Light lifts an electron in this molecule, a pyrrole ring whose nitrogen carries an alkyne capped by CF₃, and leaves a hole behind. Each row of the table is one such excited state, calculated at the fixed ground-state geometry. The exciton size is the root-mean-square distance between electron and hole. The orbital overlap lambda measures how far the orbitals they occupy share the same space. HOMO and LUMO are the highest filled and lowest empty orbitals.

Vertical singlet excitations of 1-(3,3,3-trifluoropropynyl)pyrrole (C7H4F3N) in the gas phase, from Tamm-Dancoff TD-DFT in PySCF 2.14.0 at the CAM-B3LYP/aug-cc-pVDZ level, with density fitting and the core frozen in the response. The geometry was optimised with PBE0-D3(BJ)/def2-SVP. "Main from" and "main to" name the orbital pair of largest weight.

```
row  singlet state  singlet energy (eV)  singlet oscillator strength  singlet exciton size (Å)  singlet orbital overlap lambda  singlet main from  singlet main to
  1              1                5.490                        0.000                     2.800                           0.380             HOMO-1           LUMO+4
  2              2                5.820                        0.293                     3.060                           0.690             HOMO-1             LUMO
  3              3                5.990                        0.125                     3.200                           0.670               HOMO             LUMO
  4              4                6.050                        0.000                     4.210                           0.230               HOMO           LUMO+1
  5              5                6.380                        0.002                     3.940                           0.210               HOMO           LUMO+4
  6              6                6.450                        0.060                     4.280                           0.210             HOMO-1           LUMO+1
```

*Which states absorb light, and why are two of them dark?* Row 2 absorbs most strongly and carries about 61% of the oscillator strength of these six states. Its hole and electron both spread over ring and alkyne, so the transition shifts charge back and forth along the molecule's long axis. Row 3 does so across the long axis, over a shorter stretch, and is weaker. Rows 1 and 4 are dark because of symmetry: apart from the CF₃ group, the molecule has two mirror planes, and the product of hole and electron orbitals changes sign in both. Each component of a dipole changes sign in at most one of them, so the contributions cancel.

*Row 1 has a modest overlap of 0.38. Has its electron left the hole?* Hardly: the centres of the two clouds lie only about 0.9 Å apart, and both sit mainly on the alkyne. A triple bond has two sets of π orbitals at right angles to each other. Here the hole is mostly in one set and the electron in the other, on the same atoms. The modest overlap thus reflects how the orbitals are oriented and spread, not an electron that has moved far away.

*Do the still lower overlaps of rows 4 to 6 mean charge transfer?* Only in row 5. There the electron moves from the ring to the alkyne, the centres end up about 3 Å apart, and the dipole moment changes by some 14 D, before the other electrons respond. In rows 4 and 6 the electron cloud stays centred on the hole but swells to a radius of about 4 Å. These are Rydberg-type states, in which a diffuse electron surrounds the molecule.

*Why, then, does the exciton size not separate the two kinds?* Two clouds can be far apart on average because their centres are separated or because one of them is wide. If electron and hole move independently, the exciton size $r$ follows from

$$r^2 = d^2+\sigma_h^2+\sigma_e^2,$$

where $d$ is the distance between the centres and $\sigma_h$ and $\sigma_e$ are the root-mean-square radii of hole and electron. In row 5 the separation supplies 56% of this sum; in row 4 the width of the electron cloud supplies 86%. The formula is geometry, so its agreement with the table is no evidence for a cause. It overshoots by about 0.3 Å in rows 2 and 6, where several orbital pairs mix and the positions of electron and hole become correlated.

*Why is the lowest state not the step from HOMO to LUMO?* That step is row 3. Orbital energies leave out two things. The first is a repulsion that raises singlets whose hole and electron orbitals overlap well. Triplets, in which the two unpaired spins are parallel, lack it. Among the triplets of the same run the step from HOMO to LUMO does come lowest, about 2.2 eV below row 3, while the counterpart of row 1 is only third. This points to the repulsion as the main reason why row 3 is not the lowest singlet. In row 1 the hole and electron orbitals stand largely at right angles, so their product changes sign from lobe to lobe, which should keep the repulsion small.

The second is that the promoted electron is attracted by the particular hole it leaves. Here the table allows a direct comparison, because three electron orbitals each occur twice, once with a hole in HOMO-1 and once with a hole in the HOMO. HOMO-1 lies 0.34 eV deeper, so by orbital energies alone the state starting there should always be higher by that amount.

For the diffuse LUMO+1 this almost works: row 6 lies 0.40 eV above row 4. For the compact LUMO+4 it fails badly, since row 1 lies 0.89 eV *below* row 5. The difference is in what the electron can feel. A diffuse electron is so spread out that it hardly matters which orbital holds the hole, whereas an electron on the alkyne gains much from a hole on the alkyne and less from one on the ring. HOMO-1 by itself spreads over ring and alkyne; in row 1 about 12% of the deeper HOMO-3 mixes in and concentrates the hole on the alkyne.

A rough estimate supports this picture. In this kind of calculation the attraction at long range comes from exact exchange, of which the functional keeps a share of about 0.65. With 14.4 eV Å for the Coulomb constant, the attraction is roughly $0.65\times14.4/r$, which gives 3.34 eV for row 1 ($r=2.80$ Å) and 2.38 eV for row 5 ($r=3.94$ Å). Row 1 therefore gains about 0.97 eV. Against this stand the 0.34 eV for HOMO-1 and roughly another 0.3 eV for the share of HOMO-3, which lies about 2.5 eV deeper still. That leaves row 1 about 0.3 eV below row 5. No constant was adjusted to these energies; the estimate has the right sign but gives well under half of the calculated difference.

It fails for the two states that share the LUMO. Their exciton sizes are so similar that the estimate leaves row 2 above row 3, while the calculation puts it 0.17 eV below. A single average distance is a crude measure of attraction when the clouds overlap strongly, as they do here, and row 2 also mixes in a second orbital pair, which the estimate ignores. Also left out is the repulsion in singlets. It probably has a part in the reversal, since among the triplets the state from the HOMO is the lower of the two. How much each of these points contributes is untested.

*What would change with another functional, basis set or solvent?* The character of a state tells which setting it is sensitive to; the following is argued from theory, not computed here. With much less exact exchange, row 5 should drop too far, a well-known failure for charge transfer, and the Rydberg-type states would also suffer. Without diffuse basis functions, rows 4 and 6 would be pushed up, because their electrons would have no room to spread. Even the basis set used here, with one diffuse shell for each angular momentum, may not have converged their energies. A polar solvent should favour row 5, whose large dipole change points the same way as the dipole of the ground state.

*Which digits can be trusted?* The energies are given to 0.01 eV, but methods of this kind commonly err by a few tenths of an electronvolt. The order of rows 3 and 4, 0.06 eV apart, is therefore not secure, nor is that of rows 5 and 6 or of rows 2 and 3. Row 2 deserves the most caution, because the Tamm-Dancoff approximation used here often places bright π→π* states too high and distorts their strengths. Its 5.82 eV corresponds to $1240/5.82\approx213$ nm, better read as "somewhere near 210 nm". The contrast between a compact electron on the alkyne and a diffuse one around the molecule depends less on such small energy differences, and is the safer result to carry over to a related molecule.
